**Problem.** Rocksalt tin telluride was computed eight times with the r2SCAN functional. Only the density cutoff E changed, listed as the sweep value in hartree (Ha). It sets how fine a grid in real space carries the electron density. The gap is the distance between the highest filled and the lowest empty level among the sampled k points, and the scf iterations count the cycles to self-consistency.

PySCF 2.14.0, periodic r2SCAN calculations of rocksalt SnTe with DZVP-MOLOPT-SR-GTH basis sets and GTH-PBE potentials, without spin polarisation or spin-orbit coupling. All runs use a 5×5×5 k mesh and Fermi-Dirac smearing of 0.05 eV. The sweep value is the density cutoff in Ha, and the gap is taken over the k points of the mesh.

```csv
sweep value,gap (eV),scf iterations
8,0.85810,5
12,0.86140,5
18,0.86130,5
25,0.86110,5
32,0.86150,5
40,0.86110,5
50,0.86120,5
62,0.86130,5
```

**(a) Which step in cutoff really changes the gap, and could the iteration count have revealed it?**

*Solution.* Only the first step does. From 8 to 12 Ha the gap rises by 3.3 meV, whereas all values from 12 Ha upward lie within 0.4 meV of each other. The iteration count gives no hint of this, since every run needed five cycles. Self-consistency means that density and potential agree on the chosen grid, and they can agree just as well on a grid that is too coarse.

**(b) What does a cutoff of 8 Ha mean in ångström, and why is it too coarse?**

*Solution.* A cutoff E admits density waves up to a wave number G with G²/2 = E in atomic units. The shortest wave has the length 2π/G and needs two grid points, so the nominal spacing is

h = π/√(2E).

For 8 Ha this gives h = π/4 bohr, or 0.42 Å; for 12 Ha it is 0.34 Å. The density of the valence electrons is smooth between the atoms but varies faster close to them. A grid of 0.42 Å follows these parts less well, which is the likely reason why the levels shift.

**(c) What would change if tellurium were replaced by oxygen?**

*Solution.* The cutoff would have to rise. The valence p shell of oxygen has no inner p shell to keep it away from the nucleus, so it is far more compact than that of tellurium, and its density contains shorter waves. The same holds if the 4d electrons of tin, here part of the frozen core, are treated as valence electrons. This is an argument from the shape of the orbitals, but it gives a useful guide: the most compact valence shell in the cell sets the cutoff, however soft the other atoms are.

**(d) Does the error die away smoothly as the grid is refined?**

*Solution.* For a density built from Gaussian functions, theory suggests that it should. The weight of short waves in a Gaussian falls exponentially with G², and therefore with E. The total energies of the same runs, counted from the 62 Ha run, allow a test. They are 6.3 meV/atom at 8 Ha and 0.57 meV/atom at 18 Ha, a fall by a factor of 11 over 10 Ha.

An exponential through these two points falls by 11^0.4 ≈ 2.6 over the first 4 Ha. It therefore predicts 6.3/2.6 ≈ 2.4 meV/atom at 12 Ha, a run not used to fix the curve. The calculation gives 0.04 meV/atom there, and at 25 Ha the deviation even changes sign. A single smooth decay thus fails for the whole error, which drops quickly at first and then scatters. The run at 18 Ha already belongs to the scatter, so the smooth part of the error may die away faster than this curve.

The scatter has a plausible origin. The exchange-correlation energy is a non-linear function of the density, so it contains shorter waves than the density itself, and its sum over grid points depends on where these points fall relative to the atoms. Each new cutoff shifts the points. Functionals of the r2SCAN type are known to be more sensitive to this than simpler ones, although these runs don't separate that share.

**(e) Which digits of the gap are safe against the choice of grid?**

*Solution.* From 12 Ha upward three decimals are safe, to within one unit of the last. The simplest model is a constant gap once the grid is fine enough, and its best value is the mean of the seven runs from 12 Ha upward, 0.861 eV. The run at 8 Ha, left out because its grid is too coarse, lies 3 meV below that mean. The fourth decimal moves up and down without a trend, so it carries no physical information. By the nominal spacing in (b), going from 12 to 62 Ha takes nearly twelve times as many grid points, and it doesn't improve the gap visibly.

**(f) Is 12 Ha then good enough for energies to 1 meV per atom?**

*Solution.* Against the 62 Ha run it is, but the close agreement of 0.04 meV/atom flatters it. Counted from the 25 Ha run, the same energy is off by 0.6 meV/atom. The runs at 18 and 25 Ha differ from each other by 1.1 meV/atom, although each lies within 1 meV/atom of the finest run. The honest uncertainty is therefore the spread among neighbouring cutoffs, not the distance to one chosen reference. Here that spread is about as large as the target itself, so 12 Ha is a borderline choice. This matters when two crystal structures are compared, because their grids differ and the scatter need not cancel.

**(g) Is 0.861 eV the band gap of tin telluride?**

*Solution.* No. The measured gap is roughly 0.2 eV (a rough, recalled value), and no density cutoff will close that distance. The band edges lie at or near the point L, halfway along a reciprocal lattice vector. An unshifted mesh of five points per direction samples the fractions 0, 1/5 and 2/5, so it steps over 1/2. Since the search for the smallest gap misses the place where it occurs, the result comes out too large.

An unshifted mesh of six points per direction contains 3/6 and thus L itself, so a clearly smaller gap is to be expected. Spin-orbit coupling, left out here, also changes the levels at L strongly in a compound of such heavy atoms. Both effects have to be included before the functional can be blamed for what remains. Even then the potentials, which were made for PBE and not for r2SCAN, the frozen d shell of tin, the small basis and the motion of the atoms, absent from a static lattice, would have to be checked, since each can shift the gap.

**(h) Would the other settings still be adequate on the better mesh?**

*Solution.* The smearing would need a new test. It spreads the occupation of the levels over a width of 0.05 eV, which is harmless for the present wide gap. Suppose instead that the gap is 0.2 eV and the Fermi level lies at its middle. The lowest empty level is then 0.1 eV, or two widths, above the Fermi level, and its occupation is 1/(e² + 1) ≈ 0.12. A level meant to be empty would be filled to about an eighth.

The order of testing follows from this. For a narrow-gap solid, first choose a k mesh that contains the band edges or comes very close to them, and then reduce the smearing until it is small against the gap found there. The density grid can be tested separately, since its error should depend little on the k mesh, and it is best judged by several neighbouring cutoffs.
